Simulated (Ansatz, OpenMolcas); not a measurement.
**Errors in the atomisation enthalpy at 298 K**

8 molecules of light elements (H to F); the atomisation enthalpy at 298 K in kJ/mol, computed less measured. Shapes, held fixed at every level: PBE0-D4/def2-TZVP. Thermal terms are harmonic and unscaled (PBE0-D4/def2-TZVP); the spin-orbit lowering of the free atoms is taken from their spectra. Programs: Ansatz 0.2.0, OpenMolcas 26.06. Measured values: Active Thermochemical Tables, NIST-JANAF tables.

Levels: A = BHLYP/aug-cc-pVDZ; B = wB97M-V/aug-cc-pVDZ; C = wB97X-V/def2-TZVPP.

```tsv
molecule	from tabulated heats	A	B	C
BF3 (SMILES FB(F)F)	1944	-173	-60	-15
C2H2O (ethenone)	2168	-152	-26	-1
CF4 (tetrafluoromethane)	1968	-211	-29	+7
CH2F2 (SMILES FCF)	1763	-123	-21	0
C2H2F2 (vinylidene fluoride)	2361	-156	-12	+18
CH5N (methylamine)	2300	-94	-14	+4
C2H5F (SMILES CCF)	2876	-128	-27	-1
C2H5O (ethoxy radical)	2784	-111	-12	+14
```

Problem. Sum up the errors.

Solution. 
```csv
level,kind,mean error,mean absolute error,worst case
BHLYP/aug-cc-pVDZ,global hybrid,-143.5,143.5,CF4
wB97M-V/aug-cc-pVDZ,range-separated hybrid,-25.1,25.1,BF3
wB97X-V/def2-TZVPP,range-separated hybrid,+3.2,7.5,C2H2F2
```

On this set wB97X-V/def2-TZVPP has the smallest mean absolute error and BHLYP/aug-cc-pVDZ the largest. BHLYP/aug-cc-pVDZ is too low in 8 of 8; wB97M-V/aug-cc-pVDZ is too low in 8 of 8. Heats of the atoms come from ATcT where it has them, that of boron, 570 kJ/mol, from recent work. The levels differ in basis as well as in method. The tabulated value of C2H2F2 is in doubt (older tables, estimates, or at odds with other calculations) and kept here. Over the 7 molecules whose values aren't doubted the mean absolute errors are A 141.7; B 27.0; C 6.0. Open shells run unrestricted. The set is small.

The shared basis of BHLYP and wB97M-V makes the large gap between them a matter of the functional. Half exact exchange without a matching description of left-right correlation underbinds molecules relative to their atoms. The shortfall is greatest for CF4 and BF3, with their several polar bonds and crowded lone pairs, and least for methylamine, so it doesn't simply follow the number of bonds. Nor is fluorine the whole story: ethenone, with its cumulated double bonds, has a larger error than difluoromethane.

The lead of wB97X-V over wB97M-V shouldn't be read as a ranking of the functionals. With large basis sets wB97M-V is normally at least as good for thermochemistry, so much of its uniform underbinding here probably comes from the double-zeta basis, which describes polarisation in the molecules too poorly. BF3, where fluorine lone pairs donate into the empty boron p orbital, would be especially sensitive to this. The small mean error of wB97X-V owes something to cancellation, with BF3 at -15 and ethoxy at +14.
